Q: I have the orbital energies of this tin molecule at three levels of theory, and I want to know what it takes to remove an electron. Index 0 is the HOMO, the highest filled orbital, and index 1 is the LUMO, the lowest empty one. The HOMO lies at −6.80, −9.94 or −12.47 eV, depending on the column. How can one molecule have three such different answers?

Orbital energies of closed-shell C2H6Cl2O2Sn (SMILES C[O][Sn]([Cl])([Cl])[O]C) in the gas phase, from Ansatz 0.2.0 with the def2-TZVPP basis and a def2 core potential on Sn, at the PBE0-D4/def2-TZVP geometry. Orbitals are numbered in order of energy within each method (0 is the HOMO, 1 the LUMO), so one index can stand for different orbitals.

```
orbital index  revPBE (eV)  CAM-B3LYP (eV)  HF (eV)  HF less revPBE (eV)
           -8        -9.56          -12.37   -14.32                -4.76
           -7        -8.35          -11.39   -13.56                -5.21
           -6        -8.30          -11.30   -13.43                -5.13
           -5        -8.03          -11.00   -13.07                -5.03
           -4        -7.93          -10.84   -12.87                -4.94
           -3        -7.64          -10.58   -12.84                -5.20
           -2        -7.36          -10.32   -12.64                -5.28
           -1        -6.89          -10.02   -12.58                -5.70
            0        -6.80           -9.94   -12.47                -5.67
            1        -3.09           -1.25     1.67                 4.76
            2        -0.16            1.47     3.44                 3.60
```

A: Look at what each method lets an electron feel. A real electron doesn't repel itself. revPBE works out exchange from the density and its gradient, which leaves part of that self-repulsion in place, so the filled levels sit too high. HF, with full exact exchange, cancels it and the levels drop. CAM-B3LYP lies between the two because it uses 19 % exact exchange when two electrons are close and 65 % when they are far apart.

Q: But the LUMO goes the other way, from −3.09 eV in revPBE up to 1.67 eV in HF.

A: An empty orbital has no self-repulsion to cancel. In HF, an electron placed there would feel the repulsion of every electron in the neutral molecule. In revPBE it feels the same potential as the filled orbitals do, which is more attractive. Exact exchange therefore opens the gap from both sides: 3.71 eV in revPBE, 8.69 in CAM-B3LYP and 14.14 in HF. Nothing in this argument is special to tin, so the same direction is to be expected in other closed-shell molecules.

Q: Is CAM-B3LYP then simply halfway between revPBE and HF?

A: For the gap, nearly. For single levels it is lopsided: in going from revPBE to CAM-B3LYP, the HOMO covers 55 % of its way to HF, the LUMO only 39 %. Correlation may be part of the reason: both functionals contain it, whereas HF leaves it out. As a first try, suppose that it lowers all levels, filled and empty, by the same amount. Each level then moves by a fraction f of the whole shift plus a common offset b, with e for the energy of a level:

e(CAM-B3LYP) = e(revPBE) + f × [e(HF) − e(revPBE)] + b

The offset drops out of the gap, so the three gaps fix f. The HOMO, which falls by 3.14 eV to CAM-B3LYP and by 5.67 eV to HF, then fixes b:

f = (8.69 − 3.71) / (14.14 − 3.71) = 0.4775

b = −3.14 + 0.4775 × 5.67 = −0.43 eV

Q: Does that predict a level you haven't used?

A: Take index −8, the deepest level in the table. It lies at −9.56 eV in revPBE and falls by 4.76 eV on the way to HF:

e(CAM-B3LYP) = −9.56 − 0.4775 × 4.76 − 0.43 = −12.26 eV

The calculation gives −12.37 eV. All eight lower filled levels in the table come out within about 0.13 eV, and none of them went into f or b. The model does worse at index 2, where it is 0.34 eV too low, because that level needs hardly any offset. The two empty levels just above it, which the table leaves out, are missed in the same way, so a swap of places among the three isn't to blame. All three are unbound in CAM-B3LYP and HF, though, so their energies depend on the basis set too. In this basis, at least, one offset doesn't serve filled and empty levels alike, and I would trust the model only for the filled ones. Nor would I read b as a measured correlation energy, because the different shares of exact exchange at short and long range could produce a similar offset.

Q: So which column gives me the ionisation energy?

A: None that you can rely on, if you need it to 0.2 eV. The HOMO moves by 2.53 eV between CAM-B3LYP and HF alone, more than twelve times that target. With the sign reversed, the revPBE HOMO is far too small an ionisation energy, for the reason we began with. HF usually errs the other way, because it holds the remaining electrons frozen while one leaves. My guess is that the true value lies between the CAM-B3LYP and HF numbers, but these orbital energies don't test that.

Q: What should I run instead?

A: Calculate the total energy of the neutral molecule and of its cation at the same geometry, both with CAM-B3LYP, and subtract. The other electrons can then respond to the loss, which none of these three sets of orbital energies describes in full. It takes one more self-consistent calculation, on an ion with an unpaired electron. Nothing here shows that the result is good to 0.2 eV; CCSD(T) energies of the same two species would be a check.

Q: Suppose I only want the spacing of the filled levels, to compare with the pattern of a photoelectron spectrum.

A: Then revPBE gives much the same pattern as CAM-B3LYP. Shift its levels so that the HOMOs coincide, and the other eight filled levels in the table agree to 0.33 eV or better, with the worst case at index −8. HF changes the pattern more: it squeezes the nine filled levels from a width of 2.43 eV in CAM-B3LYP to 1.85 eV. The levels are matched by their order in energy, so this compares patterns of lines and doesn't follow individual orbitals. Agreement between two functionals isn't accuracy against experiment either, but it does tell you how little the dearer one would change.

Q: And can I tell from the LUMO whether the molecule takes up an extra electron?

A: Not safely, since even the sign depends on the method. The LUMO is bound by 1.25 eV in CAM-B3LYP and unbound in HF. An unbound level also depends on the basis set, and this one has no diffuse functions, the wide ones that a loosely held electron needs. With enough of them the lowest empty HF level would sink towards zero and the HF gap towards 12.47 eV. Part of the HF gap thus belongs to the basis, and the value of f inherits that. For an electron affinity, run the anion with diffuse functions and compare total energies.

Q: How much more do the better levels cost?

A: revPBE is the cheapest, because it needs no exact exchange. CAM-B3LYP and HF both need it, at a cost that formally grows with the fourth power of the size of the system, though less steeply in large molecules once negligible terms are skipped. HF is therefore no bargain beside CAM-B3LYP. The HF levels here come from the starting point of a CCSD(T) coupled-cluster calculation, whose cost grows with the seventh power, but that expensive part leaves the orbital energies untouched. I would use revPBE to survey level patterns, and spend the extra effort on CAM-B3LYP energies of the ions when an absolute number matters.
